# Subdiffusive escape of hydrogen in gate oxide: three degrees of dispersion

Hydrogen moving through amorphous SiO$_2$ under bias stress pauses in traps of widely varying depth. A population held behind a barrier then drains over many decades of time, and a single time constant cannot describe it.

## The result

Let $P(x,t)$ be the hydrogen density along the oxide normal and $U(x)$ the smooth potential energy, field term included. The fractional Fokker-Planck equation is

$$\partial_t P={}_0D_t^{1-\alpha}\,K_\alpha\,\partial_x\!\left[\frac{U'}{kT}+\partial_x\right]P,\qquad 0<\alpha<1,$$

with the Riemann-Liouville derivative (Laplace factor $s^{1-\alpha}$) and $K_\alpha$ in nm$^2$ s$^{-\alpha}$. The spatial operator is that of ordinary drift-diffusion. For a well with one exit and $\Delta U\gg kT$, its lowest eigenvalue is therefore the overdamped Kramers expression

$$k_\alpha=K_\alpha g,\qquad g=\frac{\sqrt{U''_{\min}|U''_{\max}|}}{2\pi kT}\,e^{-\Delta U/kT}.$$

The surviving fraction obeys $s\tilde S-1=-k_\alpha s^{1-\alpha}\tilde S$, so $\tilde S=s^{\alpha-1}/(s^\alpha+k_\alpha)$. Expanding in $k_\alpha s^{-\alpha}$ and inverting term by term gives the Mittag-Leffler function:

$$S(t)=E_\alpha(-k_\alpha t^\alpha)=\sum_{n=0}^\infty\frac{(-k_\alpha t^\alpha)^n}{\Gamma(1+\alpha n)}.$$

With $t^*=k_\alpha^{-1/\alpha}$:

- For $t\ll t^*$, $S\approx\exp[-k_\alpha t^\alpha/\Gamma(1+\alpha)]$. This stretched exponential matches the series to first order only.
- For $t\gg t^*$, $\tilde S\to s^{\alpha-1}/k_\alpha$, so $S\approx t^{-\alpha}/[k_\alpha\Gamma(1-\alpha)]$.
- The integral $\int_0^{t_m}S\,dt$ grows as $t_m^{1-\alpha}/[k_\alpha\Gamma(2-\alpha)]$, so the mean escape time diverges.

## From traps to $K_\alpha$

Take hops of $\pm a$, each ending in a freshly drawn trap of depth $E$ with density $e^{-E/E_0}/E_0$ and release rate $\nu e^{-E/kT}$. Put $\alpha=kT/E_0$ and $u=e^{-E/kT}$. The waiting-time density $\psi$ then satisfies, for $s\ll\nu$,

$$1-\tilde\psi=\int_0^1\frac{\alpha u^{\alpha-1}s}{s+\nu u}\,du\approx\frac{\pi\alpha}{\sin\pi\alpha}\left(\frac{s}{\nu}\right)^{\alpha}-\frac{\alpha}{1-\alpha}\frac{s}{\nu}.$$

Keeping the first term, $1-\tilde\psi=a^2s^\alpha/2K_\alpha$ gives

$$K_\alpha=\frac{a^2\nu^\alpha\sin\pi\alpha}{2\pi\alpha},\qquad t^*=\frac{M^{1/\alpha}}{\nu},\qquad M=\frac{\pi\alpha}{\sin\pi\alpha}\,N,\qquad N=\frac{2}{a^2g},$$

where $N$ is the mean number of hops needed to escape.

## Three model oxides at 125 °C

The inputs are illustrative: $kT=34.3$ meV, $a=0.3$ nm (approximate), $\nu=10^{12}$ s$^{-1}$ (a typical attempt frequency), and $U=-\tfrac12\Delta U\cos(\pi x/L)$ with net barrier under bias $\Delta U=0.30$ eV and well-to-barrier distance $L=5$ nm, which presumes a thick oxide. Both curvatures equal $\pi^2\Delta U/2L^2=0.0592$ eV nm$^{-2}$, $\Delta U/kT=8.75$, $g=4.4\times10^{-5}$ nm$^{-2}$ and $N=5.1\times10^5$. Only the trap-tail width $E_0$ changes. The value $\alpha\approx0.3$ is typical of dispersive proton transport in thermal SiO$_2$; the other two represent narrower tails.

| $\alpha$ | 0.3 | 0.5 | 0.7 |
|---|---|---|---|
| $E_0$ (meV) | 114 | 69 | 49 |
| $K_\alpha$ (nm$^2$ s$^{-\alpha}$) | $1.5\times10^{2}$ | $2.9\times10^{4}$ | $4.2\times10^{6}$ |
| $k_\alpha$ (s$^{-\alpha}$) | $6.7\times10^{-3}$ | 1.3 | $1.8\times10^{2}$ |
| $t^*$ (s) | $2\times10^{7}$ | 0.6 | $6\times10^{-4}$ |
| $S(t^*)$ | 0.46 | 0.43 | 0.40 |
| $S(1000\text{ s})$ | 0.94 | 0.014 | $1.5\times10^{-5}$ |
| $W$ (decades) | 13.1 | 7.6 | 5.1 |
| $E_{\rm app}$ (eV) | 2.4 | 1.4 | 0.9 |

The $k_\alpha$ carry different units and cannot be ranked directly; compare $t^*$.

## Reading the trends

**Time scale.** All three oxides need the same $N$ hops, yet $t^*$ spans ten decades. The deepest of $N$ traps drawn from the tail lies near $E_0\ln N$, and emptying it takes $\nu^{-1}N^{E_0/kT}=\nu^{-1}N^{1/\alpha}$. That wait sets the scale of the whole escape.

**Width.** $S(t^*)=E_\alpha(-1)$ hardly depends on $\alpha$, and a plain exponential gives 0.37. The difference lies in the wings. One per cent is lost at $k_\alpha t^\alpha\approx0.01\,\Gamma(1+\alpha)$, and one per cent remains at $k_\alpha t^\alpha\approx100/\Gamma(1-\alpha)$. Since $\Gamma(1+\alpha)\Gamma(1-\alpha)=\pi\alpha/\sin\pi\alpha$, the two times are separated by

$$W=\frac1\alpha\log_{10}\!\left(10^4\,\frac{\sin\pi\alpha}{\pi\alpha}\right)$$

decades, against 2.7 for an exponential.

**Extrapolation.** A 1000 s stress sees only the early branch at $\alpha=0.3$, where the loss grows as $t^{0.3}$, and only the power-law tail in the other two oxides. At $\alpha=0.5$ the early stretched exponential, carried to 1000 s, predicts $e^{-45}$ in place of 0.014. Report a percentile time, because an average over a test window grows with the window.

**Bias.** Lowering $\Delta U$ by $kT$ at fixed curvature multiplies $k_\alpha$ by $e$ and shortens every percentile time by $e^{1/\alpha}$: factors of 28, 7.4 and 4.2. For H$^+$ this takes, to first order, an extra field $kT/qL\approx0.07$ MV/cm.

**Temperature.** Since $\ln\nu t^*=(E_0/kT)\ln M$ and $\ln M$ contains $\Delta U/kT$, the exponent has a term $E_0\Delta U/(kT)^2$ and the Arrhenius plot curves. At fixed $E_0$, $\nu$ and $U$,

$$E_{\rm app}=\frac{d\ln t^*}{d(1/kT)}=E_0\left[\ln M+\frac{\Delta U}{kT}-2+\pi\alpha\cot\pi\alpha\right],$$

several times $\Delta U$ in each column. A slope fitted at stress temperature underestimates the slope at a lower use temperature.

## Size of what was neglected

- **Finite barrier.** For the cosine with a reflecting wall at $-L$ and a sink at $2L$, the first-passage integral from $x=0$ gives $g=[2LI_0(\Delta U/2kT)]^{-2}$, which is 6% below the Kramers value.
- **Discrete hops.** The thermal width $\ell=\sqrt{kT/U''}$ is 0.76 nm. Corrections to $g$ are proportional to $(a/\ell)^2=0.16$, with a coefficient set by the hop rule. Relative changes in $g$ reach $t^*$ multiplied by $1/\alpha$, hence one figure for $t^*$.
- **Higher modes.** They also decay as $t^{-\alpha}$, so their share of the tail never vanishes. It is bounded in order of magnitude by the eigenvalue ratio $e^{-\Delta U/kT}/2\pi=2.5\times10^{-5}$, using $K_\alpha U''/kT$ for relaxation inside the well.
- **Second term of $1-\tilde\psi$.** Its relative size at $s\sim1/t$ is $(\nu t)^{\alpha-1}\sin\pi\alpha/[\pi(1-\alpha)]$, largest here at the 1% loss time for $\alpha=0.7$, where it is 0.015.
- **Deepest trap.** A tail cut off at $E_{\max}$ restores exponential decay beyond $\nu^{-1}e^{E_{\max}/kT}$, and the mean becomes finite.

The tabulated numbers belong to the model and not to any oxide. As typical knowledge, lifetime activation energies in negative-bias temperature instability lie below about 1 eV, so the $\alpha=0.3$ column is more than twice too steep in temperature. Threshold-voltage shift also includes charge trapping, which $S(t)$ leaves out.